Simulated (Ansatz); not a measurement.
## A series in volume scale on B

Results calculated with Ansatz 0.2.0, not measured. Plane-wave DFT, scalar-relativistic PAW made under PBE with cores redone for the functional, no dispersion; the given relaxed cell is scaled uniformly, energy at zero smearing counts from the unscaled cell, pressure at the given Fermi-Dirac smearing is positive in compression.

The cell before it is scaled or strained (space group P6/mmm, No. 191):
```
CELL_PARAMETERS angstrom
2.85920 0.00000 0.00000
-1.42960 2.47610 0.00000
0.00000 0.00000 2.83560
ATOMIC_POSITIONS crystal
B 0.00000 0.00000 0.00000
B 0.33333 0.66667 0.50000
B 0.66667 0.33333 0.50000
```

Settings of every row: spin polarised no; functional r2SCAN; wave cutoff 500 eV; smearing width 0.1 eV; k mesh 14x14x12.

Atom starting moment: 0 on all atoms.

Limits: all rows lie far from zero pressure; the cell comes from a prototype or a list of computed structures and needn't be the stable phase.

| row | volume scale | V (Å³/atom) | energy change per atom (meV) | pressure (GPa) |
| --- | --- | --- | --- | --- |
| 1 | 0.88 | 5.889 | 82.94 | 36.63 |
| 2 | 0.92 | 6.156 | 34.37 | 22.04 |
| 3 | 0.96 | 6.424 | ? | ? |
| 4 | 1.04 | 6.959 | 7.18 | -8.24 |
| 5 | 1.08 | 7.227 | 26.91 | -15.06 |
| 6 | 1.12 | 7.495 | 56.98 | -20.68 |

Question: what energy change per atom and pressure should row 3 give?

Worked fit of energy change per atom. Take u = (V_r/V)^(2/3) − 1 with V_r = 6.959 Å³ an atom, which is twice the finite (Eulerian) strain; such expansions in the strain, on which the Birch-Murnaghan equation of state is built, carry the rest volume and the bulk modulus. The shown rows have u = 0.11773, 0.08517, 0, -0.02488, -0.04826. Least squares give energy change per atom = 7.28 − 541.771 × u + 10068.85 × u² meV; a straight line predicts inner rows, each left out in turn, worse (root mean square 28 against 0.27 meV). The rows lie off it by -0.12, 0.19, -0.10, -0.08, 0.10 (root mean square 0.12 meV). Its lowest point lies at u = 0.0269, or V = 6.687 Å³ an atom, and the curvature there gives the bulk modulus at fixed shape and fractions, B = (4/9)(1 + u)² E″(u)/V = 226 GPa. Letting shape and atoms relax would as a rule lower it, by much in layered, chain or molecular crystals. The withheld row has u = 0.05478, so the fit gives 7.28 − 541.771 × (0.05478) + 10068.85 × (0.05478)² = 7.82 meV.

The calculation gave 8 meV. The fit lies 0.18 meV (2.2 % of the value, 0.24 % of the column's range) below it; its largest miss of a shown row is 0.19 meV.

Worked fit of pressure. Take u = (V_r/V)^(2/3) − 1 with V_r = 6.959 Å³ an atom, which is twice the finite (Eulerian) strain; such expansions in the strain, on which the Birch-Murnaghan equation of state is built, carry the rest volume and the bulk modulus. The shown rows have u = 0.11773, 0.08517, 0, -0.02488, -0.04826. Least squares give pressure = −8.271 + 292.661 × u + 751.01 × u² GPa; a straight line predicts inner rows, each left out in turn, worse (root mean square 2.1 against 0.086 GPa). The rows lie off it by 0.04, -0.06, 0.03, 0.03, -0.03 (root mean square 0.04 GPa). The pressure vanishes at u = 0.0265, or V = 6.692 Å³ an atom, and there the bulk modulus at fixed shape and fractions is B = −V dP/dV = (2/3)(1 + u) dP/du = 227 GPa. Letting shape and atoms relax would as a rule lower it, by much in layered, chain or molecular crystals. The withheld row has u = 0.05478, so the fit gives −8.271 + 292.661 × (0.05478) + 751.01 × (0.05478)² = 10.01 GPa.

The calculation gave 9.98 GPa. The fit lies 0.03 GPa (0.052 % of the column's range) above it; its largest miss of a shown row is 0.06 GPa.
